Q: I know the crystal structure of a lithium compound, and I'd like to guess how strongly the 7Li nucleus feels its surroundings before I book time on a spectrometer. Where does that coupling come from?

A: The 7Li nucleus is not a perfect sphere. Its energy therefore depends on how it is turned, provided the electric field around it changes differently along different directions. Neighbours placed evenly on all sides cancel one another, and only the uneven remainder acts. A charge close by leaves a much stronger mark than one farther out, so the nearest neighbours are the natural place to start.

Q: What do computed values look like?

A: Here are five lithium sites from density-functional calculations.

Lithium sites in five crystals, computed with Ansatz 0.2.0 using r2SCAN, plane waves and default PAW datasets, scalar-relativistic, with a 500 eV cutoff, no spin polarisation and fixed atoms. Vzz is the principal field gradient largest in size, and the asymmetry is (Vxx - Vyy)/Vzz with |Vxx| ≤ |Vyy|. The coupling is eQVzz/h for 7Li, with Q = -0.0401 barn.

```
crystal and atom  space group  first shell  mean distance (Å)  longest less shortest (Å)  Vzz (1e21 V/m^2)  asymmetry  quadrupole coupling (MHz)
 LiAl3Si9N14O2 1            1           N1               2.08                       0.00             -0.22       0.52                      0.209
       LiAlB14 1           74           B2               2.42                       0.00              0.09       0.23                     -0.085
       LiB13C2 1           74           B6               2.46                       0.05             -0.11       0.27                       0.11
     LiLa4AlO8 1           65           O6               2.08                       0.32              0.16       0.05                     -0.156
         LiC12 1          191          C12               2.34                       0.00              0.08       0.00                     -0.078
```

Vzz is the largest component of the field gradient, the measure of that unevenness. The asymmetry is zero when the two directions across the main axis are alike. The quadrupole coupling is Vzz multiplied by the charge e and the quadrupole moment Q of the nucleus, divided by Planck's constant h. Since Q is negative for 7Li, the coupling has the opposite sign to Vzz.

Q: Can I get the size of the coupling from the distance alone?

A: Roughly. Take a single elementary charge at distance d, with nothing to balance it. Its potential falls as 1/d and its field as 1/d², so its field gradient falls as 1/d³:

|Vzz| = 2e/(4πε₀d³) ≈ 29/d³ V/Å², with d in Å

One V/Å² is 10²⁰ V/m², and a gradient of 10²¹ V/m² corresponds to 0.97 MHz for 7Li. One bare charge would thus give about 2.8/d³ MHz. In a crystal, charges at right angles to the first one cancel much of this (a like charge straight across from it would add to it), and the two inner electrons of lithium also respond to the field. Let d now be the mean distance of the first shell, meaning the neighbours that come before the widest gap in distance among the nearest fourteen. Keeping half of the bare value then gives the rule:

|coupling| ≈ 1.4/d³ MHz

Q: Why half, and not a third?

A: Coulomb's law gives the fall with distance, but how much survives the cancelling differs from site to site. The half was chosen with these five sites in view. A least-squares fit of one scale factor to all five gives 0.53, so a half is a fair round value. It should not be read as the charge of an ion, because it lumps together the shape of the site, the farther ions and the response of lithium itself.

Q: Show me one estimate in full.

A: Take LiAl3Si9N14O2, where the nearest nitrogen is 2.08 Å away. The cube of 2.08 is 9.0, and 1.4/9.0 gives 0.16 MHz. The calculation gives 0.209 MHz, about a third more than the estimate.

For LiC12 the mean distance is 2.34 Å, its cube is 12.8, and 1.4/12.8 gives 0.11 MHz. This time the computed size is smaller, 0.078 MHz. These are the two poorest estimates of the five, one too low and one too high, and both sites took part in the choice of the half.

Q: So how far can I trust the rule?

A: It meets all five sizes within a factor of 1.4 either way. That is good enough for the order of magnitude, but not to tell similar compounds apart. Quoting one average size for every site does worse: when each site in turn is left out and then predicted, the typical miss is 0.06 MHz, against 0.04 MHz for the fitted distance law. The printed output after this text lists the estimates site by site.

Q: Does the table prove that the coupling falls as the cube of the distance?

A: No, that part comes from Coulomb's law. The two sites at 2.08 Å do have about twice the average coupling of the three farther out. But their neighbours are nitrogen or oxygen, while the others have boron or carbon, so distance and chemistry change together. Among the three farther sites the order even runs against the law: LiB13C2 has the longest distance and the largest coupling.

Q: What makes two sites at the same distance differ?

A: The arrangement of the neighbours, and their charges. LiAl3Si9N14O2 and LiLa4AlO8 share the mean distance of 2.08 Å, yet the first has a coupling about a third larger in size, and the signs are opposite. In the first, the "first shell" is a single nitrogen, picked out because the widest gap in distance comes right after it. It is not the whole cage: one charge alone would give an asymmetry of zero, and the computed value is 0.52. Other neighbours clearly take part. An average over the whole cage would be longer than 2.08 Å and would lower the estimate, so the rule depends on how the shell is drawn.

Q: Can I guess the sign as well?

A: Sometimes, if you know the shape. A negative charge on the main axis makes Vzz negative. A negative charge beside the lithium, at right angles to that axis, makes it positive, with half the strength. Taken alone, the close nitrogen in LiAl3Si9N14O2 would be of the first kind, and Vzz is indeed negative there, though the table does not show where the main axis points.

In LiLa4AlO8 six oxygens form a stretched octahedron. The cell and its symmetry point to four short contacts of about 1.97 Å around the waist and two long ones of about 2.29 Å on the axis. The four at the waist are closer and win, so Vzz should be positive, as computed. An octahedron squeezed along its axis would reverse the argument.

Q: Does that picture also give the right size?

A: Only with a suitable charge. With half a negative charge on each oxygen, a value assumed here and not computed, these six contacts give a Vzz of 0.14 × 10²¹ V/m², close to the computed 0.16. With the formal charge of 2− on each oxygen, the same sum comes out 3.4 times too large. Formal charges placed on the first shell alone are therefore a poor recipe. Farther ions, real charges below the formal ones and the response of lithium may all share in the difference, but the calculation does not separate them.

Q: Where does the picture break down?

A: In LiC12. There lithium sits between two carbon rings, six atoms above and six below. Suppose lithium gives up one electron and the twelve carbons share it equally. The carbons lie near enough to the axis to make Vzz negative, about −0.10 × 10²¹ V/m², yet the calculation gives +0.08. The size rule still lands within its usual factor, but here that agreement lends no support to the picture behind it. Adding the ions left out of this sum is not expected to mend the sign. A complete, evenly charged carbon layer gives almost no field gradient at the lithium, and the other lithium ions in the same plane, positive and at right angles to the axis, should push Vzz further down. The likelier fault is that spread-out electron clouds, including any charge that stays near lithium, are treated as points, though no run here tests this.

For the two boron-rich compounds I would use the rule for the size only. The table does not give the directions of their neighbours, and the sign depends on them.

Q: Is there a kind of site where even the size goes badly wrong?

A: Yes, a highly symmetric one. Where the whole crystal has cubic symmetry about the lithium site, as in the perfect octahedra of rock-salt LiF, the gradient is exactly zero, while the rule still promises a finite coupling. For a slightly stretched octahedron, the remainder grows roughly in proportion to the difference between long and short contacts. In LiLa4AlO8 that difference is 0.32 Å, which is substantial. If your octahedron is much more regular, expect less than the rule says. Lithium in line between two close negative ions should err the other way: their contributions add, and little at right angles cancels them.

Q: And how good are the computed values that you compare with?

A: Better than the rule, but not exact. Against all-electron calculations, the median error of this method in Vzz is 2 to 3 %, but about one site in ten is off by more than 10 %. The default PAW datasets used here can cause errors of that larger size for some of these elements. LiAlB14 and LiC12 differ by less than a tenth, and their values may also shift with the mesh of k points, so I would not rank them.

The atoms were also held in place. In this calculation the cells of LiAl3Si9N14O2 and LiLa4AlO8 are under tension and would shrink if released, which could change their couplings. No relaxed run is at hand to say by how much. Spin-orbit coupling was left out as well; in LiLa4AlO8 this concerns the heavy lanthanum most, and its effect at the lithium site is untested.

Q: What should I do with a new structure, then?

A: Look at the shape first. If the site is nearly regular, expect a small coupling and leave the rule aside. If it is clearly uneven, and the nearest neighbours lie between about 2.1 and 2.5 Å, take 1.4/d³ as an order of magnitude. The factor of 1.4 describes the five sites used to choose the rule, so a new site may well miss by more. A sign guessed from the closest negative ions is less certain still, because ions farther out can work against them. For lithium between carbon layers, leave the sign open.

Printed output of the fit:

```
coupling from one unit charge at 1 angstrom, to be divided by d cubed (MHz): 2.792
size of the coupling:
              row  computed MHz  one unit charge MHz  rule 1.4/d^3 MHz  computed over rule
  LiAl3Si9N14O2 1         0.209               0.3103            0.1556               1.343
        LiAlB14 1         0.085                0.197           0.09878              0.8605
        LiB13C2 1          0.11               0.1876           0.09404                1.17
      LiLa4AlO8 1         0.156               0.3103            0.1556               1.003
          LiC12 1         0.078               0.2179            0.1093              0.7139
largest factor by which the rule misses, either way: 1.401
fit of size on 5 rows: coefficient of unitC 0.5337 +/- 0.056; rms 0.0281, worst LiAl3Si9N14O2 1 -0.0434, leave-one-out rms 0.0369
fit of size on 5 rows: constant 0.1276 +/- 0.025; rms 0.049, worst LiAl3Si9N14O2 1 -0.0814, leave-one-out rms 0.0613
mean size, two sites at 2.08 angstrom (MHz): 0.1825
mean size, three sites farther out (MHz): 0.091
size ratio at equal distance, LiAl3Si9N14O2 over LiLa4AlO8: 1.34
size ratio LiB13C2 over LiC12: 1.41
LiLa4AlO8 short contact (angstrom): 1.973
LiLa4AlO8 long contact (angstrom): 2.293
LiLa4AlO8 Vzz with half a negative charge on each O (1e21 V/m^2): 0.136
LiLa4AlO8 first shell with formal charges 2-, Vzz over computed: 3.4
LiAl3Si9N14O2 Vzz with half a negative charge on the one N (1e21 V/m^2): -0.16
LiAl3Si9N14O2 one N with formal charge 3-, Vzz over computed: 4.364
LiC12 Vzz with one electron spread over twelve C (1e21 V/m^2): -0.0995
```
